Partial waves of Yukawa and Slater correlation factors

1. Premises and conventions

Two electrons sit at positions r1 and r2 measured from one nucleus, at distances r1 and r2 and with angle θ between the two directions. The smaller and larger distances are r< and r>, and r12² = r1² + r2² − 2 r1 r2 cos θ. A function of r12 alone is unchanged by a common rotation of both electrons, so it has a Legendre expansion

f(r12) = Σ_l f_l(r1, r2) P_l(cos θ), f_l = [(2l+1)/2] ∫ f P_l d(cos θ), (1)

with the integral over cos θ from −1 to 1. The f_l are the partial-wave components. They include the factor 2l+1. By the addition theorem P_l(cos θ) is a sum of products of spherical harmonics of order l in the two electrons, so f_l P_l is the part of f that one-electron functions of angular momentum l represent. At fixed radii r12 dr12 = −r1 r2 d(cos θ), which gives the equivalent form

f_l = [(2l+1)/(2 r1 r2)] ∫ f(σ) P_l(cos θ) σ dσ, σ = r12 from r> − r< to r> + r<. (2)

Three functions are treated, with γ real and positive, of dimension inverse length: the Yukawa function Y = exp(−γ r12)/r12, the Slater geminal S = exp(−γ r12), and the correlation factor F = −S/γ, which Ten-no introduced into explicitly correlated theory in 2004. Since F = −1/γ + r12 − γ r12²/2 + …, it has unit slope at coalescence, like r12 itself. The abbreviations are λ = l + 1/2, a = γ r<, b = γ r>. The premises are the completeness and orthogonality of the Legendre polynomials, the Laplacian in spherical coordinates and Gauss's theorem.

2. Modified spherical Bessel functions

Let D = (1/x) d/dx and define

i_l(x) = x^l D^l (sinh x / x), k_l(x) = (−x)^l D^l (e^(−x)/x). (3)

Thus k_0 = e^(−x)/x. In terms of cylinder functions i_l = √(π/2x) I_(l+1/2) and k_l = √(2/πx) K_(l+1/2). Many tables define k_l larger by the factor π/2, and formulas taken from them must be rescaled.

Write g_l = D^l g_0, where g_0 is either starting function. Both obey g″ + 2g′/x − g = 0, because x g_0 is a combination of e^x and e^(−x). With g′ = x Dg and g″ = Dg + x² D²g this reads x² g_2 + 3 g_1 = g_0. Applying D and using D(x² h) = 2h + x² Dh raises the coefficient by two at each step, so by induction

x² g_(l+2) + (2l+3) g_(l+1) = g_l. (4)

Equation (4) is g_l″ + (2l+2) g_l′/x − g_l = 0, and the substitution z = x^l g_l turns it into

z″ + 2z′/x − [1 + l(l+1)/x²] z = 0, (5)

which both i_l and k_l therefore solve. The definition gives (x^(−l) i_l)′ = x g_(l+1) = x^(−l) i_(l+1). Equation (4) gives (x^(2l+1) g_l)′ = x^(2l) [(2l+1) g_l + x² g_(l+1)] = x^(2l) g_(l−1), which for k_l carries a sign. The two relations needed later are

x i_l′ = l i_l + x i_(l+1), x k_l′ = −(l+1) k_l − x k_(l−1). (6)

For l = 0 direct differentiation gives (x k_0)′ = −x k_0, so (6) holds with k_(−1) = k_0.

At small x, D x^(2n) = 2n x^(2n−2) acting on Σ x^(2n)/(2n+1)! leaves the constant 2^l l!/(2l+1)! = 1/(2l+1)!!, and D^l x^(−1) = (−1)^l (2l−1)!! x^(−2l−1), with (−1)!! = 1. Hence i_l → x^l/(2l+1)!! and k_l → (2l−1)!!/x^(l+1). At large x, i_l grows and k_l decays exponentially. For two solutions of (5) the combination x²(i k′ − i′ k) has zero derivative, and the small-x forms fix it as [−(l+1) − l]/(2l+1):

i_l k_l′ − i_l′ k_l = −1/x². (7)

3. The Yukawa function

For r12 > 0 the product r12 Y = exp(−γ r12) satisfies (r12 Y)″ = γ² r12 Y, so (∇1² − γ²) Y = 0 there. Near r12 = 0 the function behaves as 1/r12, whose gradient has flux −4π through a small sphere, while the volume integral of γ² Y over that sphere vanishes with its radius. Therefore

(∇1² − γ²) Y = −4π δ³(r1 − r2). (8)

Completeness of the spherical harmonics and the addition theorem give δ³(r1 − r2) = [δ(r1 − r2)/r2²] Σ_l [(2l+1)/4π] P_l(cos θ). The angular part of the Laplacian multiplies P_l by −l(l+1)/r1². Inserting (1) into (8) and projecting on P_l yields, with primes for ∂/∂r1,

Y_l″ + 2Y_l′/r1 − [l(l+1)/r1² + γ²] Y_l = −(2l+1) δ(r1 − r2)/r2². (9)

Away from r1 = r2 this is (5) in the variable γ r1. The function Y is finite at r1 = 0, which excludes k_l for r1 < r2, and it decays at infinity, which excludes i_l for r1 > r2. By (2) the component is continuous at r1 = r2, because Y σ is bounded. These conditions leave Y_l = C i_l(γ r<) k_l(γ r>). Integrating (9) across r1 = r2 shows that Y_l′ jumps by −(2l+1)/r2². By (7) the jump of the trial form is Cγ(i k′ − i′ k) = −C/(γ r2²). So C = γ(2l+1), and

exp(−γ r12)/r12 = γ Σ_l (2l+1) i_l(γ r<) k_l(γ r>) P_l(cos θ). (10)

Two tests confirm the constant. For l = 0, equation (2) gives Y_0 = sinh(a) e^(−b)/(γ r1 r2) = γ i_0(a) k_0(b). For γ → 0 the small-x forms give Y_l → r<^l / r>^(l+1), the Laplace expansion of 1/r12.

4. The Slater geminal and the correlation factor

Differentiation with respect to the exponent gives S = −∂Y/∂γ and F = (1/γ) ∂Y/∂γ. The derivative is taken on each component separately. In (2) the integrand and its γ derivative are continuous on a finite interval, so differentiation under the integral is allowed, F_l = (1/γ) ∂Y_l/∂γ holds exactly, and no infinite series has to be differentiated. From (10),

∂Y_l/∂γ = (2l+1) [i_l k_l + a i_l′(a) k_l + b i_l k_l′(b)].

By (6) the terms in i_l k_l carry the total coefficient 1 + l − (l+1) = 0 and cancel. What remains is

F_l = (2l+1) [r< i_(l+1)(a) k_l(b) − r> i_l(a) k_(l−1)(b)], S_l = −γ F_l. (11)

For l ≥ 1 and γ → 0 the small-argument forms turn (11) into

(r12)_l = (r<^l / r>^(l+1)) [r<²/(2l+3) − r>²/(2l−1)], (12)

as they must, because F + 1/γ → r12 and the constant lives in l = 0 only. For l = 0 the second term of (11) is −r> i_0(a) k_0(b), which supplies −1/γ. Equation (12) is negative for all l ≥ 1.

5. Separation into singular and smooth parts

How F_l approaches (12) at finite γ follows from parity in γ. Split e^(−x)/x = cosh x/x − sinh x/x in (3) and define ĩ_l = x^l D^l (cosh x/x), so that k_l = (−1)^l (ĩ_l − i_l). A power series Σ c_n x^(μ+2n) solves (5) if [(μ+2n)(μ+2n+1) − l(l+1)] c_n = c_(n−1). The bracket equals 4n(n+λ) for μ = l and 4n(n−λ) for μ = −l−1, and it never vanishes for n ≥ 1 because λ is half-integral. With the rising factorial (q)_n = q(q+1)…(q+n−1),

i_l = [x^l/(2l+1)!!] A(x), A = Σ_n (x²/4)^n / [n! (1+λ)_n],
(−1)^l ĩ_l = [(2l−1)!!/x^(l+1)] B(x), B = Σ_n (x²/4)^n / [n! (1−λ)_n].

Inserting these in (10), the term with ĩ_l is even in γ and the term with i_l i_l is odd. All functions are entire in γ, so the two parities match separately:

[cosh(γ r12)/r12]_l = (r<^l / r>^(l+1)) A(a) B(b), (13)
[sinh(γ r12)/r12]_l = (−1)^l (2l+1) γ i_l(a) i_l(b). (14)

Acting with (1/γ)∂/∂γ gives the two parts of F = sinh(γ r12)/γ − cosh(γ r12)/γ.

The part −cosh(γ r12)/γ contains only even powers r12^(2n), which are polynomials of degree n in cos θ and reach only l ≤ n. From (14) its component begins as −(−1)^l (2l+1)² γ^(2l−1) (r1 r2)^l / [(2l+1)!!]², which falls faster than any exponential of l once l exceeds a number of the order of γ√(r1 r2). It alternates in sign and has no bearing on the asymptotic behaviour.

The part sinh(γ r12)/γ = r12 + γ² r12³/6 + γ⁴ r12⁵/120 + … contains the odd powers, which are not smooth at coalescence and reach every l. Their components are read from (13), since cosh(γ r12)/r12 = 1/r12 + γ² r12/2 + γ⁴ r12³/24 + …. The order γ² reproduces (12), now for l = 0 as well. The order γ⁴ gives

(r12³)_l = (3/4)(r<^l / r>^(l+1)) [r<⁴/((λ+1)(λ+2)) − 2 r<² r>²/(λ²−1) + r>⁴/((λ−1)(λ−2))]. (15)

6. The approach to the linear factor

Define the ratio ρ_l = F_l/(r12)_l for l ≥ 1.

Equal radii. At r1 = r2 = r, equation (12) gives −r/(λ²−1). In (15) the outer terms add to (2λ²+4)/[(λ²−1)(λ²−4)], and subtracting the middle term leaves 12 in the numerator, so (r12³)_l = 9r³/[(λ²−1)(λ²−4)]. Collecting the order γ⁶ of (13) in the same way gives (r12⁵)_l = −225 r⁵/[(λ²−1)(λ²−4)(λ²−9)]. With x = γ r, and apart from the smooth part,

ρ_l = 1 − 3x²/[2(λ²−4)] + 15x⁴/[8(λ²−4)(λ²−9)] − …. (16)

The ratio tends to one from below, with a deficit 3x²/(2λ²).

Unequal radii. At fixed r</r> < 1 and λ → ∞ the bracket of (12) tends to −(r>² − r<²)/(2λ) and that of (15) to (r>² − r<²)²/λ². Then

ρ_l → 1 − γ²(r>² − r<²)/(4λ). (17)

This deficit falls only as 1/λ, so the condition λ ≫ γ r> is not sufficient point by point, and λ ≫ γ²(r>² − r<²)/4 is needed as well. The second condition matters only where the component is already small. The factor (r</r>)^l confines it to r> − r< of order r/λ, and within that band r>² − r<² is of order r²/λ, which brings (17) back to the order x²/λ².

Inside the band. The function r1 Y_l obeys (9) without the first-derivative term. Over a width r/λ the coefficients are nearly constant and l(l+1) = λ² − 1/4 ≈ λ², so with d = r> − r< and κ² = λ²/r² + γ² the equation is Y_l″ − κ² Y_l = −2λ δ/r², solved by Y_l ≈ λ e^(−κd)/(κ r²). Since (1/γ)∂/∂γ = (1/κ)∂/∂κ,

F_l ≈ −λ (1 + κd) e^(−κd)/(κ³ r²), ρ_l(d = 0) ≈ (1 + x²/λ²)^(−3/2). (18)

This is the leading term for large λ at fixed x/λ, and its expansion 1 − 3x²/(2λ²) + 15x⁴/(8λ⁴) agrees with the large-λ limit of (16). The physical content is plain: the l-th wave resolves lengths of order r/λ, and once that length is short against 1/γ it sees only the slope of the factor at coalescence.

Truncation. At r1 = r2 and θ = 0 all P_l equal one, and 1/(λ²−1) = ½[1/(λ−1) − 1/(λ+1)] telescopes. The waves above L sum to −(r/2)[1/(L+½) + 1/(L+3/2)] ≈ −r/(L+1) for r12, and F has the same leading tail.

7. A pair integral

An integrated measure shows how the deficit enters an energy. For two electrons with the same spherical radial distribution p(r), normalised to ∫ p dr = 1, define

W_l[f] = (E_h/2) (2l+1)^(−1) ∫∫ p(r1) p(r2) (1/r12)_l f_l dr1 dr2, (19)

where E_h = e²/(4πε0 a0) and a0 is the Bohr radius. Because the angular average of P_l P_l′ is δ_ll′/(2l+1), the sum over l is the average of the Coulomb repulsion times f/(2a0), which for f = r12 is E_h/2 = 13.6 eV. The factor 1/(2a0) is Kato's cusp slope for a singlet pair. For a singlet pair in an s orbital the high partial waves of the first-order function are those of r12/(2a0) times the orbital product, so W_l[r12] gives the leading term of the second-order energy increment.

Set r> = R e^(u/2) and r< = R e^(−u/2). The Jacobian is R, the two orderings of the radii give a factor 2, (1/r12)_l = e^(−λu)/R, and (r12^ν)_l is R^ν times a function of u. Let h_k(u) = e^(−λu) (r12^(2k+1))_l / R^(2k+1). From (12) and (15),

h_0 = e^(−(2λ+1)u)/(2λ+2) − e^(−(2λ−1)u)/(2λ−2),
h_1 = (3/4)[e^(−(2λ+2)u)/((λ+1)(λ+2)) − 2e^(−2λu)/(λ²−1) + e^(−(2λ−2)u)/((λ−1)(λ−2))].

Take a Slater 2p radial distribution, p = (β⁵/24) r⁴ e^(−βr) with β = 2ζ. Then r1 + r2 = 2R cosh(u/2), the R integral is elementary, and the term γ^(2k) r12^(2k+1)/(2k+1)! of F contributes

T_k = (E_h/2λ)(β¹⁰/576) [γ^(2k)/(2k+1)!] [(9+2k)!/(2β)^(10+2k)] H_k, H_k = ∫_0^∞ h_k sech^(10+2k)(u/2) du. (20)

For large λ only small u contributes, and sech^n(u/2) = 1 − n u²/8 + …. The moments are elementary:

∫ h_0 du = −3λ/[(4λ²−1)(λ²−1)], ∫ u² h_0 du → −5/(8λ⁵),
∫ h_1 du = (3/4)(10λ²−4)/[λ(λ²−1)²(λ²−4)], ∫ u² h_1 du → 63/(8λ⁷).

Expanding the first column in 1/λ² gives relative corrections 5/4 and 28/5, and the second column subtracts (10/8)(5/6) and (12/8)(21/20). Thus H_0 = −(3/4)λ^(−3)[1 + 5/(24λ²)] and H_1 = (15/2)λ^(−5)[1 + 161/(40λ²)]. The constant in T_0 is 9!/(576 × 2¹⁰) = 315/512, independent of ζ, so

W_l[r12] = T_0 = −(945/4096) E_h λ^(−4) [1 + 5/(24λ²) + …]. (21)

For a 1s distribution the same steps give 15/32 in place of 315/512 and hence −(45/256) E_h λ^(−4), the leading second-order increment that Schwartz derived in 1962 for two-electron atoms.

Let s = 110 γ²/(2β)², which is γ² times the mean of R² over the weight p² r. Then T_1/T_0 = −(5/3)(s/λ²)[1 + 229/(60λ²)], where 229/60 = 161/40 − 5/24. The leading part of T_2 follows from (18). With κ0 = λ/r and w = κ/κ0, the integral of e^(−κ0 d)(1+κd)e^(−κd)/κ³ over d is (κ0 + 2κ)/[κ³(κ0+κ)²], and its ratio to the value at γ = 0 is 4(1+2w)/[3w³(1+w)²] = 1 − (5/3)x²/λ² + (35/16)x⁴/λ⁴ − …. The first coefficient repeats the one just found. The mean of x⁴ over the same weight is (156/110)s², from the factors 12 × 13 against 10 × 11 in (20). Altogether

W_l[F]/W_l[r12] = 1 − A1/λ² + A2/λ⁴ + …, A1 = 5s/3, A2 = (35/16)(156/110)s² − (229/60)A1. (22)

The difference W_l[F] − W_l[r12] is thus of order λ^(−6). Replacing the sums over l > L by integrals over λ from L+1, the tail of (21) is −(945/4096)E_h/[3(L+1)³] and the tail of the difference is +(945/4096)E_h A1/[5(L+1)⁵]. The integral (19) is linear in f. The second-order Hylleraas functional is stationary, so for an s-type singlet pair a trial component that departs from the exact one by a relative amount of order λ^(−2) shifts the increment only by a relative amount of order λ^(−4), which leaves increments of order λ^(−8) and a tail of order (L+1)^(−7).

8. Range of validity

Equations (10) to (15) are exact for all γ > 0, all radii and all l. For r1 ≠ r2 the series converge geometrically with ratio r</r>. At r1 = r2 the components of Y tend to 1/r, so (10) diverges at θ = 0 and converges only conditionally for 0 < θ < π, whereas the components of S and F fall as λ^(−2) and their series converge absolutely at every angle.

The limit F_l/(r12)_l → 1 is asymptotic in l. It needs λ ≫ γ r, with a relative deficit of order (γ r/λ)² in the band r> − r< ≲ r/λ that dominates integrals, and at fixed unequal radii it needs λ ≫ γ²(r>² − r<²)/4 in addition. It says nothing about low l, where the smooth part is comparable with the singular one, and the l = 0 component carries the extra constant −1/γ. The expansion is about a single centre. Equations (19) to (22) assume spherical distributions, a single exponent and the singlet cusp. For actual pairs of p orbitals the angular factors couple P_l to neighbouring orbital angular momenta, and triplet pairs vanish at coalescence and have a different cusp slope, so (21) is not a pair energy of a p shell.

9. Illustration: the 2p shell of F⁻

The exponent is taken as γ = 1.4/a0 = 2.646 Å⁻¹, a range 1/γ of 0.378 Å. The shell is modelled by Slater's screening rules: the effective charge is 9 − 7(0.35) − 2(0.85) = 4.85, so ζ = 2.425/a0 = 4.583 Å⁻¹ and the mean radius 5/(2ζ) is 0.546 Å. Pointwise values are taken at r1 = r2 = a0 = 0.529 Å, close to that mean, where x = 1.4. The columns are l, (r12)_l and F_l in Å from (12) and (11), the exact ratio ρ_l, and the estimate (18).

l = 1: −0.4233, −0.0860, 0.203, 0.391
l = 2: −0.1008, −0.0564, 0.560, 0.664
l = 3: −0.0470, −0.0354, 0.753, 0.800
l = 4: −0.0275, −0.0233, 0.849, 0.871
l = 6: −0.0128, −0.0119, 0.928, 0.934
l = 8: −0.0074, −0.0071, 0.959, 0.961

The p and d waves of the Slater factor are far weaker than those of r12, and the estimate (18) becomes quantitative only near l = 6. At l = 4 the smooth part still supplies 0.023 of the ratio 0.849. At l = 8 the first correction of (16) alone gives 0.957. Off the diagonal, at r< = a0 and r> = 2a0, the exact ratio for l = 8 is 0.778. The limiting deficit (17) is 0.17 there, the right size but short of the exact 0.22 at this moderate λ, and the component of r12 is 34 times smaller than at r1 = r2 = a0.

For the pair integral, s = 2.291, which corresponds to an effective radius √s/γ = 0.572 Å. Then A1 = 3.82 and A2 = 16.29 − 14.58 = 1.71, and the prefactor of (21) is −6.278 eV. The columns are l, W_l[r12] in meV, the ratio (22), and W_l[F] in meV.

l = 6: −3.5, 0.91, −3.2
l = 8: −1.2, 0.95, −1.1
l = 10: −0.52, 0.97, −0.50

The omitted terms shift the ratio by less than 0.01 at l = 6, where the leading smooth term alone adds 0.002, and by less than 0.001 at l = 8, so two figures are kept. Above L = 5 the tail for the linear factor is about −10 meV, and the Slater factor reproduces it up to about +0.6 meV.

For a Slater shell of principal quantum number n, with p proportional to r^(2n) e^(−2ζr), the weight p² r gives s = (4n+2)(4n+3)γ²/(16ζ²). The 3p shell of the silicon atom has the screened charge 14 − 3(0.35) − 8(0.85) − 2 = 4.15 and ζ = 2.614 Å⁻¹. With an illustrative γ = 1.0/a0 = 1.890 Å⁻¹ this gives s = 6.86 and A1 = 11.4. To leading order the deficit falls to 5 per cent at λ = √(A1/0.05), which is about 15 for this model of silicon against about 9 for the fluoride model, because the larger shell raises γ r in spite of the smaller exponent.

All these numbers belong to the single-exponent model. The 2p shell of the free F⁻ ion is more diffuse, with a typical Hartree–Fock mean radius near 0.66 Å. Since s scales with the square of the size, a uniform dilation to that radius would multiply A1 by 1.5. The weight p² r³ favours the inner part of the shell over the tail, so the model underestimates the deficits by up to roughly that factor, while the powers λ^(−4) and λ^(−6) are unaffected.